**Q:** I want the stiffness of InSb from these pressures, and one step puzzles me. Between 36.341 and 36.807 Å³/atom the pressure hardly moves, and after that it falls again as if nothing had happened. Does the crystal go soft there?

InSb in the zincblende structure, computed with Ansatz 0.2.0 using HSE06, PAW potentials and a 420 eV plane-wave cutoff, without spin polarisation or spin-orbit coupling. The cells are uniformly strained from an r²SCAN geometry and sampled on a 4 × 4 × 4 k mesh that includes Γ, with 0.02 eV Fermi-Dirac smearing. Pressure is positive in compression.

| volume (Å³/atom) | shortest distance (Å) | pressure (GPa) |
| --- | --- | --- |
| 32.192 | 2.755 | 4.900 |
| 33.198 | 2.783 | 3.000 |
| 33.873 | 2.802 | 1.800 |
| 34.224 | 2.812 | 1.300 |
| 35.272 | 2.840 | -0.100 |
| 36.341 | 2.869 | -1.300 |
| 36.807 | 2.881 | -1.400 |
| 37.431 | 2.897 | -2.000 |
| 37.984 | 2.911 | -2.400 |
| 38.542 | 2.925 | -2.900 |
| 39.676 | 2.954 | -3.600 |
| 41.335 | 2.994 | -4.500 |

**A:** First measure how odd the step is. The unrounded pressures, in the output below, fall by 0.13 GPa, whereas the average rate of the two neighbouring steps would give 0.46 GPa. Expressed as a bulk modulus, the resistance to a change of volume, that is about 10 GPa between neighbours of 38 and 34 GPa. Apart from this step the curve flattens steadily on expansion, as it should when bonds are stretched. A material that softens nearly fourfold in one small step and recovers in the next deserves suspicion.

**Q:** The stresses are flagged as loosely converged. Isn't this just noise?

**A:** Noise in the stress would not show up in the energy, so compare the two. The slope of the free energy between the two volumes gives a pressure of −1.32 GPa, and the mean of the two computed pressures is −1.34 GPa. The other steps agree about as well, to within 0.04 GPa. The kink therefore belongs to the energy curve that this calculation produces. That does not make it a property of InSb, because energy and stress come from the same set of electronic states and share any error in that set.

**Q:** What changes in the electronic states?

**A:** The band gap closes in exactly this step: it is 0.09 eV at 36.341 and zero at 36.807. Two levels at Γ, the centre of the Brillouin zone, exchange their order. One is a single level of antibonding s character, the other a threefold level of bonding p character. Stretching the bonds weakens both the antibonding and the bonding interaction, so the s level comes down relative to the p level. In the compressed cells the s level is empty and the p level full; once they have crossed, the s level takes two electrons and leaves four in a p level that could hold six. The highest filled and the lowest empty level are then the same one, hence the zero gap.

**Q:** Why should that hold the pressure up?

**A:** Two electrons have left a bonding level for an antibonding one, and that pushes the atoms apart. Pressure is positive in compression here, so an outward push makes it less negative. It offsets most of the fall that the expansion alone would have caused.

**Q:** Then the effect is real. The bands do cross.

**A:** The crossing can be real while its sudden weight is not. The calculation samples the zone at 4 × 4 × 4 points, so Γ speaks for 1/64 of all electronic states. When its levels swap, the whole of that share swaps at once. Yet at 38.542 Å³/atom, where the s level at Γ already lies 0.34 eV below the p level, a neighbouring mesh point still has a gap of 1.67 eV. Full and empty levels have not met there. At Γ itself symmetry keeps s and p strictly apart, so the filling can only switch from one to the other. Away from Γ the two mix, and the filled states should gain s character gradually, before the crossing as well as after it. A fine mesh should therefore spread the change over a range of volumes. This is expected from theory, as no finer mesh was run.

**Q:** Can you show that 1/64 of the zone is enough to do this?

**A:** Yes, from the energy of the electrons that move. Let $n$ be their number per cell, $E_s$ and $E_p$ the two levels, and $V$ the cell volume. The transfer adds $n(E_s-E_p)$ to the energy, and pressure is minus the volume derivative of energy:

$$\Delta P=-n\,\frac{d(E_s-E_p)}{dV}$$

Two electrons at a point of weight 1/64 give $n=1/32$. Between 34.224 and 35.272, before the levels cross, the gap shrinks by 0.19 eV for each Å³/atom. The cell holds two atoms, so this is 0.095 eV per Å³ of cell volume. Dividing by 32 leaves 0.003 eV/Å³, and since 1 eV/Å³ is 160 GPa, the full transfer raises the pressure by about 0.5 GPa.

**Q:** Does all of that fall into the odd step?

**A:** Most of it does. The calculation smears the filling of levels over 0.02 eV, so at 36.341, with its tiny gap, the s level already holds about 0.3 electron. At 36.807 it holds 1.9. The step thus receives about four fifths of the shift, or 0.38 GPa, while the pressures show an excess of 0.33 GPa over the neighbouring rate. The estimate took its slope from two other rows, so this agreement tests the size, though only roughly. The neighbouring steps hold a little of the shift themselves, and the gap shrinks more slowly as the cell grows, so the estimate leans high. The levels also respond to their own filling. At 0.19 eV per Å³/atom they would be about equal at 36.807, with the s level three quarters full, whereas a filling of 1.9 places it about 0.05 eV below the p level. Exact exchange is expected to pull a level down as it fills, and this makes the switch in a hybrid calculation more abrupt.

**Q:** Could I subtract 0.5 GPa from the later rows and carry on?

**A:** Not as one fixed amount. The row at 36.341 already carries a little of the shift, so subtracting only from the later rows would make the odd step too steep instead of too flat. If each row gives up the part that matches the filling of its s level, most of the kink goes and the slope flattens at every step, though not evenly. But you would be describing a crystal in which the electrons never moved, which is not the same as a finely sampled one. The safer course is to repeat all the rows with finer meshes, the same for every row, until the pressures stop changing. Doubling the mesh in each direction cuts the weight of Γ eightfold, and by the formula the jump should shrink in the same proportion.

**Q:** And until then, which rows can I use for the stiffness?

**A:** Those up to 35.272, for a first estimate. Their s level at Γ is practically empty, so no slope taken among them crosses the jump. They are not free of mesh error, though. Γ counts there as a pure p point for its whole 1/64 of the zone, while the filled states just around it should already mix s and p. Their pressures are therefore expected to lie too low, even if their slopes suffer less. The jump, about a quarter of the pressure at 37.431, is the distance between the two branches, and these runs do not say how it divides into error before and error after the crossing. The rows at 36.341 and 36.807 lie within the switch, while slopes taken from 37.431 on do not cross it either. One smooth equation of state drawn through all rows would spread the jump into its bulk modulus. How well the hybrid functional treats the zero-gap rows is also unchecked, which is a second reason to keep them apart.

**Q:** Can I at least quote the volume at which the gap closes?

**A:** No, because the calculation leaves out spin-orbit coupling, which is strong in a heavy element such as antimony. It splits the p level at Γ by roughly 0.8 eV, a recalled value, and lifts the upper part by a third of that, about 0.27 eV. At 35.272 the computed gap is only 0.30 eV, so almost nothing would be left of it. The crossing would then come near 35.4 Å³/atom, close to the volume of zero pressure, which on this mesh is about 35.2. On the same coarse mesh I would expect the kink to move there too, right where one reads off the stiffness of the unloaded crystal.

Numerical output:

```
Steps from the row before:
     row   gap_eV  pressure_GPa  slope_GPa_per_A3_atom  bulk_modulus_GPa  mean_pressure_GPa  from_free_energy_GPa
  32.192   0.9037         4.861                    n/a               n/a                n/a                   n/a
  33.198   0.6972         2.952                 -1.897             62.03              3.906                 3.886
  33.873    0.563         1.835                 -1.655             55.49              2.393                 2.374
  34.224   0.4945         1.299                 -1.526             51.94              1.567                 1.575
  35.272   0.2956       -0.1229                 -1.357             47.16             0.5882                 0.558
  36.341  0.08966        -1.272                 -1.075              38.5            -0.6975               -0.7344
  36.807        0        -1.399                 -0.273             9.984             -1.336                -1.324
  37.431        0        -1.966                -0.9081             33.71             -1.683                -1.682
  37.984        0        -2.437                -0.8508             32.08             -2.201                -2.202
  38.542        0         -2.87                -0.7761             29.69             -2.653                 -2.67
  39.676        0        -3.633                -0.6731             26.33             -3.251                -3.257
  41.335        0        -4.513                -0.5303             21.48             -4.073                -4.095
Estimate without the electron transfer at Gamma:
     row  electrons_in_singlet  pressure_GPa  slope_GPa_per_A3_atom
  32.192             5.341e-10         4.861                    n/a
  33.198              9.32e-08         2.952                 -1.897
  33.873             2.675e-06         1.835                 -1.655
  34.224             1.482e-05         1.299                 -1.526
  35.272              0.002138       -0.1234                 -1.358
  36.341                0.3275         -1.35                 -1.147
  36.807                 1.914        -1.854                 -1.082
  37.431                     2        -2.441                -0.9407
  37.984                     2        -2.912                 -0.851
  38.542                     2        -3.345                -0.7758
  39.676                     2        -4.108                -0.6732
  41.335                     2        -4.988                -0.5303
Pressure change from 36.341 to 36.807, GPa: -0.1272
Excess over the mean slope of the two neighbouring steps, GPa: 0.3349
Estimated excess in the same step, GPa: 0.377
Estimated pressure shift of full inversion, GPa: 0.4751
Electrons moved per cell: 0.03125
Gap change before inversion, eV per A3/atom: -0.1898
Largest mismatch of mean pressure and free energy slope, GPa: 0.03686
Singlet less triplet at Gamma in row 33.873, eV: 0.563
Singlet less triplet at Gamma in row 38.542, eV: -0.3382
Gap at the second listed mesh point in row 38.542, eV: 1.667
Volume of zero pressure, A3/atom: 35.18
Rough rise of the valence edge by spin-orbit coupling, eV: 0.2667
Rough inversion volume with that rise, A3/atom: 35.42
```
